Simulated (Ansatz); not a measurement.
**Redistribution: SiH2(CH3)(GeH3) + Si(CH3)(NH2)2(SiH3) → SiH2(GeH3)(SiH3) + Si(CH3)2(NH2)2**

Gas-phase species: SiH2(CH3)(GeH3), singlet; Si(CH3)(NH2)2(SiH3), singlet; SiH2(GeH3)(SiH3), singlet; Si(CH3)2(NH2)2, singlet. The partners trade CH3 for SiH3; both sit on Si, so the bond types are kept.

Shapes, held fixed at every level: PBE0-D4/def2-TZVP. Flexible molecules stand in one conformer, not always the lowest. Programs: Ansatz 0.2.0. Electronic energies: no zero-point or thermal term.

(1) Estimate ΔE of this reaction.

Results:

(1) The highest level, CCSD(T)/def2-TZVPP, gives ΔE = -22.7 kJ/mol; the levels span -23.1 to -20.7. The column of differences is taken from that level and isn't an error. No measured value is set beside it here. Relativity is left out for Ge. Outer-core shells of Ge are correlated, in sets that cover them unevenly.

```json
{"level": "HF/def2-TZVPP", "kind": "Hartree–Fock", "ΔE (kJ/mol)": "-22.9", "less CCSD(T)/def2-TZVPP": "-0.2"}
{"level": "r2SCAN-D4/def2-TZVPP", "kind": "meta-GGA", "ΔE (kJ/mol)": "-21.4", "less CCSD(T)/def2-TZVPP": "+1.3"}
{"level": "wB97M-V/def2-TZVPP", "kind": "range-separated hybrid", "ΔE (kJ/mol)": "-22.0", "less CCSD(T)/def2-TZVPP": "+0.7"}
{"level": "wB97X-V/def2-TZVPP", "kind": "range-separated hybrid", "ΔE (kJ/mol)": "-20.9", "less CCSD(T)/def2-TZVPP": "+1.8"}
{"level": "B2PLYP/def2-TZVPP", "kind": "double hybrid", "ΔE (kJ/mol)": "-20.7", "less CCSD(T)/def2-TZVPP": "+2.0"}
{"level": "MP2/def2-TZVPP", "kind": "perturbation theory", "ΔE (kJ/mol)": "-22.7", "less CCSD(T)/def2-TZVPP": "0.0"}
{"level": "CCSD/def2-TZVPP", "kind": "coupled cluster or CI", "ΔE (kJ/mol)": "-23.1", "less CCSD(T)/def2-TZVPP": "-0.4"}
{"level": "CCSD(T)/def2-TZVPP", "kind": "coupled cluster or CI", "ΔE (kJ/mol)": "-22.7", "less CCSD(T)/def2-TZVPP": "0.0"}
```

The exchange is exothermic at every level: methyl favours the silicon carrying two amino groups, while silyl favours the one bearing germyl. Because the formal bond types are conserved, the energy reflects how substituents on the same silicon influence one another, rather than a gain in the number of strong bonds. The likely origin is bond polarity. The amino groups withdraw σ density and leave their silicon more positive, which strengthens its polar bond to carbon but does little for a bond to another electropositive silicon. Moving silyl to the less positive centre relieves that mismatch.

Hartree–Fock already gives -22.9 kJ/mol, against -22.7 with CCSD(T), so the preference is present at the mean-field level and correlation largely cancels between the two sides. That agreement reflects the balanced reaction and doesn't imply that Hartree–Fock would describe the breaking of these bonds equally well. The reaction energies alone cannot separate the electrostatic contribution from hyperconjugation between the nitrogen lone pairs and neighbouring σ* orbitals.
